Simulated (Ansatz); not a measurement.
BP at 48.4 GPa: from Born charge to LO–TO splitting and polaron coupling

Theory: Ansatz, DFT LDA, scalar-relativistic, plane waves, PAW. Settings: 420 eV plane-wave cutoff, Γ-centred 12×12×12 mesh, fixed occupations. No spin polarisation. Phonons by linear response, acoustic sum rule imposed.

The cell is fixed (symmetry leaves no force on the atoms) and stands under 48.4 GPa:
```
B P
1.0
     0.00000    2.10550    2.10550
     2.10550    0.00000    2.10550
     2.10550    2.10550    0.00000
B P
1 1
Direct
  0.00000 0.00000 0.00000
  0.25000 0.25000 0.25000
```

The cell is the ideal cubic zincblende prototype. The bands were filled as in an insulator; under compression the gap may have closed between mesh points.

Linear response gives ν_TO = 992.4 cm⁻¹, Born charges ±1.282 e (positive on P) and ε∞ = 9.189. The primitive cell holds 18.668 Å³, and the masses are 10.810 and 30.974 amu.

Q: Find ν_LO and the static dielectric constant.

A: The long-wave field adds a restoring force: ω_LO² − ω_TO² = Z*²e²/(ε_vac ε∞ μV). In these units ν_LO² − ν_TO² = 4.92064×10⁷ Z*²/(μ V ε∞) cm⁻², with μ = m₁m₂/(m₁ + m₂) = 8.013 amu: 58796 cm⁻². So ν_LO = √(992.4² + 58796) = 1021.6 cm⁻¹, and the run gives 1021.6. Lyddane–Sachs–Teller then gives ε0 = ε∞ (ν_LO/ν_TO)² = 9.74, against 9.74 in the run (it forms both from the same three quantities, so the match checks the arithmetic only). Between ν_TO and ν_LO the dielectric function is negative and an undamped crystal reflects fully: a reststrahlen band from 9.8 to 10.1 μm.

Q: What do the Clausius–Mossotti polarisability and the Szigeti charge come to?

A: With the Lorentz local field, α = (3V/4π)(ε∞ − 1)/(ε∞ + 2) = 3.26 Å³ for the pair, and e_S = 3Z*/(ε∞ + 2) = 0.34 e. The Born charge includes the electrons' response to the dipole's own local field, and e_S takes that enhancement out. The Lorentz field assumes point-like polarisable ions, a poor picture once ε∞ is this large, since the electron clouds then overlap or are shared, so both numbers are formal here.

Q: How strongly does a slow electron couple to the LO mode?

A: For one isotropic parabolic band, Fröhlich's constant is α_F = (1/ε∞ − 1/ε0) √(m* Ry/ħω_LO), with Ry = 13.606 eV, ħω_LO = 126.7 meV and m* in free-electron masses: α_F = 0.0061 × 10.36 × √m* = 0.06 √m*. The band mass isn't part of this run; for m* = 0.1, 0.3 and 1 it gives 0.02, 0.03, 0.06. In weak coupling the polaron lies α_F ħω_LO below the band edge (4 meV at m* = 0.3) with a mass m*(1 + α_F/6); past α_F of about 5 or 6 that expansion fails. A semilocal functional's ε∞ tends to be too large, which taken alone lowers α_F.

Cost: 1 run of about 3 core-minutes, on Intel Xeon Processor @ 2.50GHz (Skylake/Cascade Lake) (shared hosts).

BP emerges as a stiff, weakly polar covalent crystal: the lattice raises the dielectric constant only from 9.189 to 9.74, even though the Born charges are not small. Strong electronic screening weakens the long-range field, and the bonds are so stiff that the remaining field adds little to the restoring force. The light boron atom helps put both modes at high frequency, but the mass cancels from the ratio ν_LO/ν_TO. The same small ionic response keeps the Fröhlich coupling weak for all the band masses tried.

The positive charge on P reverses the usual III–V assignment and the small Pauling electronegativity difference. Boron's 2p shell has no p core beneath it and is compact, which probably draws the bond charge towards boron. The Born charge, however, measures how polarisation changes as the atoms move, including charge flow along the bonds, so it establishes neither a static P cation nor its ionic charge. Weak Fröhlich coupling likewise doesn't imply weak carrier scattering overall, since deformation-potential coupling to acoustic and optical phonons is a separate channel.
